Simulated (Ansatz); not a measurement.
A series in temperature on PbSe

Harmonic phonon free energy (zero-point part included), entropy and heat capacity at constant volume from interpolated force constants; periodic cell, basis, potentials, k mesh and filling as listed. The results are calculated, by Ansatz 0.2.0.

Structure of every row (space group Fm-3m, No. 225):
```
cell vectors (Å)
   0.0000     3.0606     3.0606
   3.0606     0.0000     3.0606
   3.0606     3.0606     0.0000
atoms (fractions of the cell vectors)
Pb  0.00000  0.00000  0.00000
Se  0.50000  0.50000  0.50000
```

Settings of every row: functional PBE; dispersion none; potentials PAW; wave cutoff 420 eV; density cutoff 1680 eV; k mesh 6x6x6; k shift 0x0x0; occupations fixed; smearing width 0 eV; spin none; phonon method finite displacements; phonon supercell 2x2x2; dipole term of polar modes included.

Limits: coarse k mesh, up to 40 meV an atom off; volume not checked for rest; no spin-orbit coupling, which can matter with elements this heavy.

```
row  temperature (K)  phonon entropy (k_B/atom)  phonon heat capacity (k_B/atom)  phonon free energy (meV/atom)
  1              160                      4.221                            2.853                         -14.75
  2              240                      5.396                            2.933                         -48.16
  3              320                      6.244                            2.962                         -88.42
  4              400                      6.907                            2.975                        -133.83
  5              480                       7.45                            2.983                        -183.38
  6              560                       7.91                            2.987                        -236.36
  7              640                      8.309                             2.99                         -292.3
  8              720                      8.662                            2.992                        -350.83
  9              800                          ?                                ?                              ?
 10              880                      9.262                            2.995                        -474.53
 11              960                      9.523                            2.995                         -539.3
```

Question: what phonon entropy and phonon heat capacity should row 9 give?

Worked fit of phonon entropy. Entropy rises as the heat capacity times the change of ln T, so take t = ln(T / 300 K). The shown rows have t = -0.6286, -0.2231, 0.0645, 0.2877, 0.47, 0.6242, 0.7577, 0.8755, 1.0761, 1.1632. Least squares give phonon entropy = 6.0567 + 2.94568 × t + 0.0316 × t² k_B/atom; a straight line predicts inner rows, each left out in turn, worse (root mean square 0.0085 against 0.0033 k_B/atom). The rows lie off it by 0.003, -0.005, -0.003, 0.000, 0.002, 0.002, 0.002, 0.002, -0.001, -0.003 (root mean square 0.0026 k_B/atom), a smooth pattern that one more power would take up: the form is only approximate. The slope at t = 0, 2.95 k_B/atom, estimates the heat capacity at 300 K. The withheld row has t = 0.9808, so the fit gives 6.0567 + 2.94568 × (0.9808) + 0.0316 × (0.9808)² = 8.976 k_B/atom.

The calculation gave 8.977 k_B/atom. The fit lies 0.001 k_B/atom (0.019 % of the column's range) below it, one unit of the last digit.

Worked fit of phonon heat capacity. At high temperature a harmonic heat capacity falls short of its limit by a term in 1/T², so take t = (100 K / T)². The shown rows have t = 0.39062, 0.17361, 0.09766, 0.0625, 0.0434, 0.03189, 0.02441, 0.01929, 0.01291, 0.01085. Least squares give phonon heat capacity = 2.9995 − 0.3897 × t + 0.0373 × t² k_B/atom; a straight line predicts inner rows, each left out in turn, worse (root mean square 0.00059 against 0.0003 k_B/atom). The rows lie off it by 0.000, 0.000, 0.000, 0.000, 0.000, 0.000, 0.000, 0.000, 0.001, 0.000. The constant, 2.9995 k_B/atom, is to be held against the harmonic limit of 3 k_B an atom. The withheld row has t = 0.01562, so the fit gives 2.9995 − 0.3897 × (0.01562) + 0.0373 × (0.01562)² = 2.993 k_B/atom.

The calculation gave 2.994 k_B/atom. The fit lies 0.001 k_B/atom (0.7 % of the column's range) below it, one unit of the last digit.

The other values of row 9: phonon free energy -411.64 meV/atom.
